The cutoff for 1 mHa is the plane-wave energy above which the hardest occupied pseudo-wave, here 3s in every generated row, still holds 1 mHa of kinetic energy; the cutoff for a tenth mHa is defined likewise. The second ionisation energy is the total-energy difference 3s² → 3s¹ of spherical, spin-free ions, and its error is all-electron minus pseudopotential, each within its own functional (scalar-relativistic PBE, once PW91).

Calculated values. Optimised norm-conserving Vanderbilt pseudopotentials for Al from ONCVPSP 4.0.1, scalar-relativistic, with a [Ne] core and the PBE functional unless a row names another. The base run has valence 3s² 3p¹, no model core, radii of 1.7 (s), 2.1 (p), 2.2 (d) and 1.6 bohr (local potential), two p projectors, and five matching conditions and nine Bessel functions for d.

```csv
change from the base,outcome,cutoff for 1 mHa (Ha),cutoff for a tenth mHa (Ha),bound ghosts,second ionisation error (meV),second ionisation energy all-electron (eV),failure
base,generated,5.45,11.94,0,20.2,19.225,n/a
model-core option 3; model-core density factor 3.75; model-core range factor 1.8,generated,5.45,11.94,0,-155,19.226,n/a
reference valence configuration 3s1.75 3p1.25,generated,5.48,12.10,0,14.6,19.225,n/a
s radius 2.18 bohr; p radius 2.7 bohr; d radius 2.82 bohr; local radius 2.06 bohr,generated,5.00,12.09,0,15.6,19.225,n/a
PW91 functional,generated,5.50,12.17,0,22.3,19.278,n/a
s radius 2.3 bohr,generated,4.74,9.28,0,15.5,19.225,n/a
s radius 1.52 bohr; local radius 1.52 bohr,failed,n/a,n/a,n/a,n/a,n/a,norm cannot be conserved
d 10 Bessel functions,generated,5.45,11.94,0,20.2,19.225,n/a
d 3 matching conditions; d 7 Bessel functions,generated,5.45,11.94,0,20.2,19.225,n/a
p 3 projectors,generated,5.45,11.94,0,20.2,19.225,n/a
```

**Which settings count.** In these rows a setting visibly moves a column only through an occupied channel, the functional or the removal of valence screening. Both d rows repeat the base because no test occupies d, although the second d projector's 1 mHa cutoff rises from 62 to 79 Ha with ten Bessel functions. The third p projector and the model core leave the 3s wave, hence both cutoffs, unchanged.

**Cutoff for 1 mHa.** The generator minimises the kinetic energy $R$ of the wave above a chosen wave number $q_c$, that is above $E_c=q_c^2/2=3.4^2/2=5.78$ Ha. The residual can only fall as the cutoff rises, so $R<1$ mHa puts the cutoff $E_1$ below $E_c$. Taken alone, $E_c$ overestimates the tabulated values by 5 to 22 %. Just below $E_c$ the residual climbs steeply, because this is momentum the bound wave needs; assuming an exponential gives

$$E_1 = E_c - s\,\ln(1\ \text{mHa}/R).$$

A least-squares line through the origin over the five distinct 3s waves gives $s=0.728$ Ha, about 1.7 Ha per decade. $R$ is reported by the same runs, which also print the cutoff, so this form is a check on a finished run rather than a forecast. For the base, $R=0.66$ mHa, the logarithm is 0.416 and $E_1=5.78-0.30=5.48$ Ha against 5.45. For s radius 2.3 bohr, $R=0.229$ mHa, the logarithm is 1.474 and $E_1=5.78-1.07=4.71$ Ha against 4.74. Both rows were fitted, and the worst miss is 0.03 Ha, several times the rounding. A fairer check takes $s=0.794$ Ha from the base alone, which falls 0.13 Ha short at 2.3 bohr.

Without $R$, the radius must do. Scaling as $r^{-2}$, right if the whole wave were stretched, predicts 2.98 Ha at 2.3 bohr, 37 % under the table. The reason, by argument, is that only the part inside the radius is smoothed: it holds 0.20 of the 3s norm in the base and 0.46 at 2.3 bohr, the rest stays all-electron, and the optimisation rewards nothing below the fixed $q_c$. The form $E_1\approx5.45\,(1.7/r)^{0.42}$ Ha, anchored on the base with the exponent fitted in logarithms to the two larger radii, stays within 2 % of the table, but rests on three radii and should not be taken outside 1.7 to 2.3 bohr or to another $q_c$.

The constant $s$ belongs to this wave and this window. Pushed to 10 mHa the rule is 0.2 to 0.5 Ha too high, and for 3p it gives 3.49 Ha against 2.03. All rows share one $q_c$ for s, so only the bound can be carried to another value, and only while $R$ stays under 1 mHa; $R$ is already 0.66 mHa at base and rises as $q_c$ is lowered, and once it passes 1 mHa the cutoff lies above $E_c$. The one smaller radius tried failed: at 1.52 bohr, with the local radius moved too, the norm cannot be conserved. The run stopped while optimising 3s itself, before reaching the second s projector. Only 0.13 of the 3s norm lies inside this radius, against 0.20 in the base. Since a pseudo-wave's norm can always be raised by adding to it inside the radius, the likely reading is that even the smallest wave meeting the four matching conditions holds more than 0.13. No residual or cutoff was produced, so no rule here covers the row.

**Cutoff for a tenth mHa.** Since $R>0.1$ mHa in all generated rows, this cutoff lies in the tail above $E_c$, whose far end is set by the join at the radius. Four matching conditions leave a jump in the fourth derivative, the transform of the radial function $r\psi$ decays as $q^{-5}$, and the residual, $\int q^2q^{-10}\,dq$, as $q^{-7}=E^{-3.5}$. The runs are short of that limit, with effective exponents of 1.7 to 2.6, and 3.5 gives cutoffs 17 to 32 % too low. The mean ratio of the five waves, 2.2, serves better: $2.2\times5.45=12.0$ Ha against 11.94, but $2.2\times4.74=10.4$ Ha against 9.28, 12 % high. With all radii enlarged it is 9 % low, for there the loose cutoff falls while the tight one rises to 12.09 Ha. Oscillation of the tail with a period set by the radius is a plausible guess for this irregularity.

**Ionisation energy and its error.** Slater screening gives $Z_\text{eff}=13-2-8(0.85)=4.20$ for 3s¹ and 3.85 for 3s², so $13.6\,(2\cdot3.85^2-4.20^2)/9\approx18.1$ eV, 6 % below both all-electron values. These lack spin polarisation and are no prediction of experiment. The 6 % belongs to this one case: the same recipe, which screens 3p like 3s, nearly doubles the first ionisation energy of the same runs.

Without a model core the error is 15 to 22 meV, about 0.1 % of the energy, and both larger s radii lower it by under 5 meV. Pseudo and all-electron levels agree at the reference configuration, so by Janak's theorem the error begins quadratically, $A\,\delta_s^2+B\,\delta_s\delta_p+C\,\delta_p^2$, in the occupation changes $\delta$. Three base tests (3s², 3s¹, 3p³) fix $A=15.4$, $B=4.8$, $C=-3.9$ meV exactly. For reference 3s1.75 3p1.25, not used in this, the two ions have $\delta_p=-1.25$ and $\delta_s=-0.75$ or $+0.25$; $C$ cancels, leaving $0.5A+1.25B=13.7$ meV against 14.6. The agreement owes something to cancellation, since each ion alone is missed by about 3 meV. The unused base test with half a 3p electron removed gives −0.68 meV against a predicted −0.97, so the fitted constants absorb higher orders and are not the true curvatures.

The model-core row lies outside this estimate at −155 meV. A likely reason, not tested here, is that exchange-correlation is nonlinear in core plus valence density and that this model core misrepresents the core term, most of all for 3s, which overlaps the core more than 3p; the first ionisation error moves only from −3.9 to −17.3 meV. The neutral 3p³ test, which empties 3s, moves only from about 27 to −39 meV, so the charge state matters as well. This core also doubles the exchange-correlation hardness error, 3.55 mHa against 1.77, which faults these parameters and not core corrections as such.

**In practice.** Take $E_1$ as a lower starting point for a convergence test, since the second s projector needs 45 Ha for 1 mHa at base settings and a model core makes its own grid demands. After any change of radius read the tight cutoff instead of scaling it, and retest ionisation after adding a core. The settings here were drawn at random and are no recommendation, and errors of atomic tests do not give the error in a solid. Zero bound ghosts, meaning no spurious bound levels, does not secure scattering: with base s settings the s phase error grows to nearly π in size within a few hartree above zero energy. Every generated row except the one with all radii enlarged also carries one flag for a ghost at positive energy, though such flags include harmless ones at very high energy.
